**Q:** I have a 2-fluorocyclopropanethiol molecule in which one C–H bond, on the carbon that carries the SH group, is stretched while every other atom stays put. How do I read the three methods?

RHF, broken-symmetry UHF and CASSCF (two electrons in two orbitals) with PySCF 2.14.0 and the cc-pVDZ basis, for neutral 2-fluorocyclopropanethiol, spin multiplicity 1. The C–H bond on the carbon bearing SH is varied with all other atoms fixed at the GFN2-xTB geometry. Spin squared is for UHF; the occupation is that of a CASSCF natural orbital.

| bond length (Å) | CASSCF energy over its lowest point (eV) | RHF energy over CASSCF (eV) | UHF energy under RHF (eV) | spin squared | first weak orbital occupation |
| --- | --- | --- | --- | --- | --- |
| 0.980 | 0.299 | 0.346 | 0.000 | 0.000 | 0.012 |
| 1.070 | 0.000 | 0.406 | 0.000 | 0.000 | 0.016 |
| 1.180 | 0.068 | 0.487 | 0.000 | 0.000 | 0.023 |
| 1.280 | 0.356 | 0.569 | 0.000 | 0.000 | 0.031 |
| 1.440 | 1.008 | 0.719 | 0.000 | 0.000 | 0.051 |
| 1.660 | 1.961 | 0.971 | 0.003 | 0.053 | 0.094 |
| 1.930 | 2.934 | 1.361 | 0.496 | 0.597 | 0.182 |
| 2.350 | 3.855 | 2.137 | 1.788 | 0.895 | 0.394 |
| 3.000 | 4.324 | 3.443 | 3.458 | 0.995 | 0.722 |

**A:** RHF puts both electrons of the bond into one shared orbital. UHF lets the spin-up and the spin-down electron have different orbitals, and "spin squared" refers to that solution: it is 0 for a pure singlet and near 1 for an even mixture of singlet and triplet. CASSCF here distributes two electrons over two orbitals, and the "first weak orbital occupation" is the number of electrons in the emptier one. Follow the rows at 1.07, 1.66 and 3.00 Å.

**Q:** How badly does RHF do when the bond is pulled to 3.00 Å?

**A:** From 1.07 Å to there, CASSCF climbs by 4.324 eV. RHF climbs by $4.324+3.443-0.406=7.361$ eV, far too steeply.

The reason is easiest to see in H₂ with one orbital per atom. Two electrons in the bonding orbital are found on the same atom half of the time, however far apart the atoms are, and that ionic half is expensive at long distance. Admixing the configuration with both electrons in the antibonding orbital, with opposite sign, cancels it. The C–H bond joins unlike atoms and has many other electrons around it, so the "half" is only a guide here, but the failure is of the same kind.

**Q:** At 1.07 Å the weak orbital holds only 0.016 electrons. Why is RHF already 0.406 eV too high against CASSCF?

**A:** Because the energy follows the amplitude of the second configuration, while the occupation follows its square. Write the CASSCF state as $c_1\Phi_1-c_2\Phi_2$, where $\Phi_1$ has both electrons in the strong orbital and $\Phi_2$ both in the weak one. The weak occupation is $n=2c_2^2$, so the amplitude ratio is $t=c_2/c_1=\sqrt{n/(2-n)}$. If $K$ is the coupling between the two configurations, the first line of the two-by-two eigenvalue problem reads $E_1c_1-Kc_2=Ec_1$, and hence

$$E_1-E=K\,t .$$

Now take RHF as a stand-in for $\Phi_1$. A least-squares line through the origin, using all nine rows, gives $K\approx4.47$ eV. At 1.07 Å, $t=\sqrt{0.016/1.984}=0.090$, and the estimate is $4.47\times0.090=0.40$ eV. That row was part of the fit, so the agreement is a consistency test and not a prediction.

Stretching brings the energies of $\Phi_1$ and $\Phi_2$ closer together, so they mix more strongly. Between 1.07 and 3.00 Å the occupation grows about 45-fold, but the RHF error only about 8.5-fold.

**Q:** Isn't that formula simply built into CASSCF?

**A:** Its form is. What the table adds is that one value of $K$ serves the whole stretch: worked out row by row, it stays between 4.30 and 4.58 eV. The line misses most at 3.00 Å, where it is 0.08 eV too low. RHF also optimises its orbitals for itself and so cannot lie above $\Phi_1$, which makes these values of $K$ lower bounds to the true coupling. The true coupling need not be as constant as they are.

**Q:** At 1.44 Å spin squared is zero and UHF gives the same energy as RHF. May I take that as a sign that RHF is safe?

**A:** No. RHF lies 0.719 eV above CASSCF in that very row. Zero spin squared says only that UHF has found nothing to gain by separating the two spins.

UHF has a threshold that CASSCF lacks. When its two orbitals are turned apart by a small angle, a triplet component enters, and its cost grows as the square of the angle. The gain from the coupling to $\Phi_2$ also grows as the square, so the spins separate only once the gain outweighs the cost. In CASSCF the gain is linear in the amplitude of $\Phi_2$ and the cost quadratic, so some mixing always pays.

The onset, called the Coulson–Fischer point, lies between 1.44 and 1.66 Å. Straight lines through the rows at 1.66 and 1.93 Å, drawn for spin squared and for the square root of the UHF gain, both reach zero near 1.64 Å. With two points each, that is a rough placing inside the bracket.

**Q:** Then where along the stretch is UHF at its worst?

**A:** Just after the onset. At 1.66 Å it is $0.971-0.003=0.968$ eV above CASSCF, more than in any other row, though the peak itself may lie between this row and the next. The bond already needs the second configuration, but UHF has hardly begun to respond.

After that it overshoots. For a single pair, spin squared $S$ translates into a UHF weak occupation of $1-\sqrt{1-S}$. This gives about 0.03 at 1.66 Å, where CASSCF has 0.094, but about 0.93 at 3.00 Å, where CASSCF has 0.722. The 0.93 is probably somewhat high, because spin polarisation of the other electrons also adds to spin squared, though hardly by enough to close the gap. UHF separates the pair too late and then too completely, so its curve flattens early: from 2.35 to 3.00 Å it rises by only 0.105 eV, against 0.469 eV for CASSCF.

**Q:** At 3.00 Å UHF even drops below CASSCF. Has it become the better method, and would a larger active space change the order?

**A:** The difference is $3.443-3.458=-0.015$ eV, and it doesn't make UHF the better description. Its spin squared of 0.995 marks a nearly even singlet–triplet mixture, whereas CASSCF keeps a pure singlet. UHF can also adjust all the other electrons to the separated spins, while this CASSCF correlates one pair only; that probably explains the crossing, though the table doesn't isolate the effect. Adding orbitals and electrons to the active space can only lower the CASSCF energy or leave it unchanged, and 0.015 eV is little to make up.

**Q:** May I quote 4.324 eV as the bond dissociation energy?

**A:** No, and not even its second decimal is safe as a well depth. The zero is the lowest computed point; a parabola through the three shortest bonds, which is only a rough match for such a lopsided well, puts the minimum near 1.11 Å and about 0.03 eV lower. At the other end the curve is still rising, and the fragment left behind has not relaxed. The correlation of all the other electrons, which this CASSCF leaves out, zero-point motion and a larger basis would shift the value further.

The gaps between methods at one bond length are firmer, because they don't depend on the choice of zero. They are sound to about the last printed digit as results for this basis and active space, but they measure distance from this CASSCF, not from the exact energy.
